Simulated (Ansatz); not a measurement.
# Ionic part of the dielectric constant of BN at 6 GPa, mode by mode

Theory: Ansatz 0.2.0, DFT LDA, scalar-relativistic, plane waves, PAW. Cutoff 420 eV, 12×12×12 k-points (Γ-centred), fixed occupations. No spin polarisation. Phonons by linear response, acoustic sum rule imposed.

The structure is cubic, space group F-43m (No. 216). Conventional cell: a = 3.563 Å, b = 3.563 Å, c = 3.563 Å, α = 90.00°, β = 90.00°, γ = 90.00°. B (site symmetry -43m) is surrounded by 4 N at 1.54 Å. N (site symmetry -43m) has 4 B at 1.54 Å as nearest neighbours.

The primitive cell has V = 11.31 Å³ and ε∞,xx = 4.553. Each polar mode adds Δε = (4.92064×10⁷/V)·S/ν² along x, with S its oscillator strength in e²/amu, ν in cm⁻¹ and V in Å³.

**Question.** From these modes, find each Δε and ε0,xx.
```tsv
ν (cm⁻¹)	S_xx (e²/amu)
1087.3	0.5739
```

**Answer.**
```json
{"ν (cm⁻¹)": "1087.3", "Δε": "2.11"}
```

The sum is 2.112, so ε0,xx = 6.66; the run's tensor has 6.66.

**Question.** Where do the longitudinal modes lie for a wave vector along x?

**Answer.** At 1316 cm⁻¹. The Lyddane–Sachs–Teller product Π(ν_LO/ν_TO)² = 1.46 matches ε0/ε∞ = 1.46.

Cost: 1 run of about 0.39 core-minutes, on Intel Xeon Processor @ 2.50GHz (Skylake/Cascade Lake) (shared hosts).

The static dielectric response of cubic BN is mainly electronic: the single polar mode adds 2.11 to an ε∞ of 4.553. Zinc-blende symmetry allows only one triply degenerate optical mode, so this one frequency carries the whole lattice contribution, equally in every direction. The B–N bond is polar enough to give the mode a substantial dynamical charge, but short, strongly directional sp³ bonds resist the relative displacement of the two sublattices. The light atoms help push the frequency up to 1087.3 cm⁻¹, yet they do not themselves make the ionic term small. The reduced mass enters the oscillator strength and the squared frequency alike and cancels in the static limit, leaving the balance between dynamical charge and bond stiffness.

The same charge produces the macroscopic field that lifts the longitudinal mode to 1316 cm⁻¹, with the electronic screening limiting the shift. The Lyddane–Sachs–Teller agreement therefore confirms internal consistency, not accuracy against experiment. With only one pressure computed, how compression shifts the balance between charge and stiffness remains open.
